Question: Is it the squeezed contacts that make stretching hcp rhodium dearer than flattening it?

I have an LDA scan in which an hcp rhodium crystal is stretched or flattened along its hexagonal axis at fixed volume. The axial ratio is c/a divided by its starting value, so numbers below 1 mean a flattened cell.

The runs strain hcp Rh (a = 2.731, c = 4.428 Å, 14.30 Å³/atom, not relaxed) along c at fixed volume and fractional coordinates, in Ansatz 0.2.0 with scalar-relativistic plane-wave PAW, LDA and no spin polarisation. The cutoff is 420 eV, the k mesh 24×24×12 and the Gaussian smearing 0.15 eV. Energies are free energies relative to ratio 1; pressure is positive in compression.

```
axial ratio (over its starting value)  energy change (meV/atom)  pressure (GPa)
                                 0.85                     139.5          -12.61
                                 0.92                      35.5          -17.36
                                  1.0                       0.0          -19.40
                                  1.1                      68.3          -16.90
                                  1.2                     247.2           -9.34
```

Going up to 1.1 costs almost twice as much as going down to 0.92, and 1.2 is far dearer than 0.85. I worked out the shortest Rh–Rh distance in each cell, and its order matches the order of the energies exactly: the shorter the contact, the higher the cost. Is this simply atoms being pushed into each other, more so on stretching? Or do I only see that my steps are uneven?

Answer:

The order matches, but the contacts can't explain why 1.1 costs almost twice as much as 0.92. Look at rows 0.92 and 1.1 side by side. In the flattened cell each atom has six neighbours at 2.65 Å in the layers above and below, and six at 2.81 Å in its own layer. In the stretched cell the two groups have changed places: six at 2.65 Å in the layer, six at 2.81 Å between layers.

The next shell, six atoms at 3.86 Å, is the same in both cells as well. Any energy that depends only on these eighteen distances must therefore give the two cells nearly the same cost. Their shortest contacts do differ by 0.003 Å, but that is worth only about 4 meV/atom, while the calculated costs differ by 33. Squeezing may well be part of why both distortions cost energy, but it can't be why one costs twice as much as the other.

The two cells are such close twins because they lie at nearly equal distances from a special shape. At c/a = 1.633 all twelve contacts of an hcp crystal are equal. Row 0.92 lies about 9 % below that value and row 1.1 about 9 % above it. If near contacts ruled, the energy would be lowest at 1.633 and the twins would cost nearly the same.

Your second suspicion is sound, but it covers only part of the effect. The natural measure of such a distortion is the logarithm of the axial ratio, because halving and doubling then count as equal steps. On that scale 1.1 is a somewhat longer step than 0.92, and a parabola centred on the starting cell would make it 1.3 times as dear. The calculation says 1.9 times.

What remains is the assumption that the starting cell sits at the bottom of the curve. Hexagonal symmetry doesn't fix c/a, and this cell was not relaxed, so the curve may already have a slope there. The stress in the starting cell gives that slope independently of the energies in the other rows. Let r be the axial ratio and x = ln r. At fixed volume c grows as r^(2/3) and a shrinks as r^(−1/3), so the work done in a small step is

dE/dx = (2/3) V (p_across − p_along)

where E is the energy per atom, V the volume per atom, and the two p are the pressures across and along the axis, positive in compression. In the starting cell the same calculation gives −18.87 GPa across and −20.46 GPa along. The crystal is under tension in every direction, but slightly more along the axis, so it would rather be flatter. With 1 eV/Å³ = 160.2 GPa the slope is

dE/dx = (2/3) × 14.30 Å³ × 1.59 GPa / 160.2 = 0.095 eV/atom

or 95 meV/atom for each unit of x. Stretching has to climb this slope, while flattening starts by going down it.

The simplest model adds a parabola to that slope:

ΔE = 95 x + K x²

Here ΔE is the energy change in meV/atom. The slope is taken from the stress, and the single constant K, about 6500 meV/atom, was fitted to all five rows. For the row at 1.1, x is 0.0953, so

ΔE = 95 × 0.0953 + 6500 × 0.0953² = 9 + 59 = 68 meV/atom

against 68.3 in the table. That row was part of the fit, though the two largest distortions carry most of the weight in it. For 0.92 the model gives 37 meV/atom against 35.5. The printed output below has the other rows.

Now the difference between the twins can be shared out. Of the 33 meV/atom, about 17 come from the slope and about 14 from the uneven steps, which leaves very little. A difference of 1.6 GPa between two directions looks negligible beside a tension of 19 GPa, yet it accounts for half of the asymmetry. Only the difference between directions matters here, because a uniform tension does no work when the volume stays fixed.

The same model puts the lowest energy at a c/a of about 1.61, a little below the starting 1.62. Near contacts alone would have pulled the other way, up to 1.633. Seen from 1.61, the stretched twin is simply farther from home than the flattened one: about 11 % above against 7 % below. I wouldn't take the exact position as a property of rhodium, since the cell is held at a volume too large for LDA and the PAW datasets were made for PBE.

Why should the metal prefer a shape flatter than equal contacts would suggest? The geometry only tells us that the reason lies beyond the distances in the first two shells. Theory offers a good candidate in the partly filled d band. The d orbitals point in definite directions, so their bonding depends on the angles between neighbours as well as on the distances, and the twins differ in exactly those angles. More distant atoms may also contribute: the nearest ones straight along the axis are at 4.19 Å in the flattened twin and 4.72 Å in the stretched one. This scan can't separate the two.

The model begins to fail at the large distortions. It makes 0.85 too dear by 17 meV/atom and 1.2 too cheap by 14. On the logarithmic scale the real curve is thus softer than a parabola on flattening and stiffer on stretching. For this outer pair the slope and the uneven steps explain about 77 of the 108 meV/atom between the two costs, and the rest is this change of stiffness. The exact shares depend on measuring distortion by the logarithm and on the fitted K. If you measured it by the plain change of the ratio instead, an even parabola would happen to match the outer pair, 1.78 against the calculated 1.77, but it would still miss the inner pair, 1.56 against 1.92. With the slope included, the leftover of the outer pair would even change sign. So the change of stiffness is a statement about the curve on the logarithmic scale. Squeezed contacts may have a share in it, because the outer cells are not such close twins: the shortest contact is 2.57 Å at 1.2 and 2.59 Å at 0.85.

It helps to compare this with the same experiment on an fcc crystal, which is the structure rhodium actually adopts. Stretch it along a cube edge, and the starting cell has equal stresses in all three directions by symmetry, whatever its volume. The slope at the start is then exactly zero, and half of the asymmetry you see between 0.92 and 1.1 would have no counterpart. Flattening the fcc crystal far enough leads to bcc, where symmetry again demands a level point on the curve. Your hcp path has no such fixed points, and because the stacking of the layers is kept, it never reaches fcc. Its minimum is the best shape for this stacking, not evidence that the stacking itself is stable.

The pressure column answers a different question: how much the costs depend on the volume you chose. It is the average over the three directions, and it is negative in every row because LDA wants a smaller cell. It is less negative in each distorted cell than at the start, which means that the distortion would cost more in a smaller cell. From the size of the change, each percent taken off the volume makes the distortions 3 to 5 % dearer.

If you want a scan whose two sides can be compared directly, first relax both the volume and c/a, then choose steps that are equal in the logarithm, for instance 1.1 and 1/1.1. Any difference that is left between stretching and flattening then belongs to the crystal and not to the starting point. In your present scan that part is small for the inner pair and becomes substantial only for the outer one.

Output of the analysis:

```
fit of bent on 5 rows: coefficient of lr**2 6504 +/- 249; rms 9.79, worst 0.85 16.9, leave-one-out rms 18.6
Distances in Å:
   row  six in layer  six between layers  second shell  along axis    c/a
  0.85         2.883               2.592         3.877       3.973  1.378
  0.92         2.808               2.648          3.86       4.189  1.492
   1.0         2.731               2.718         3.853       4.428  1.621
   1.1         2.646               2.811          3.86       4.718  1.784
   1.2          2.57               2.907          3.88           5  1.946
Energies in meV/atom:
   row  computed  tilt and parabola     miss  summed from stress  % dearer per % less volume
  0.85     139.5              156.4    16.91               136.6                       4.344
  0.92      35.5              37.33    1.833               33.84                       5.129
   1.0         0                  0        0                   0                           0
   1.1      68.3              68.09  -0.2066               70.13                       3.267
   1.2     247.2              233.4   -13.77               249.7                       3.632
Cost ratio 1.1 to 0.92, computed: 1.924
Cost ratio 1.1 to 0.92, equal springs on the contacts: 1.069
Cost ratio 1.1 to 0.92, even parabola: 1.307
Cost ratio 1.2 to 0.85, computed: 1.772
Cost ratio 1.2 to 0.85, even parabola: 1.259
Rough worth of the contact mismatch of rows 0.92 and 1.1, meV/atom: 4.446
Slope at the start from stress, meV/atom per unit of ln ratio: 94.56
Cost difference 1.1 less 0.92, meV/atom: 32.8
Part of it from the tilt, meV/atom: 16.9
Part of it from unequal steps, meV/atom: 13.86
Cost difference 1.2 less 0.85, meV/atom: 107.7
Part of it from the tilt, outer pair, meV/atom: 32.61
Part of it from unequal steps, outer pair, meV/atom: 44.41
Estimated c/a at the minimum: 1.61
c/a for twelve equal contacts: 1.633
```
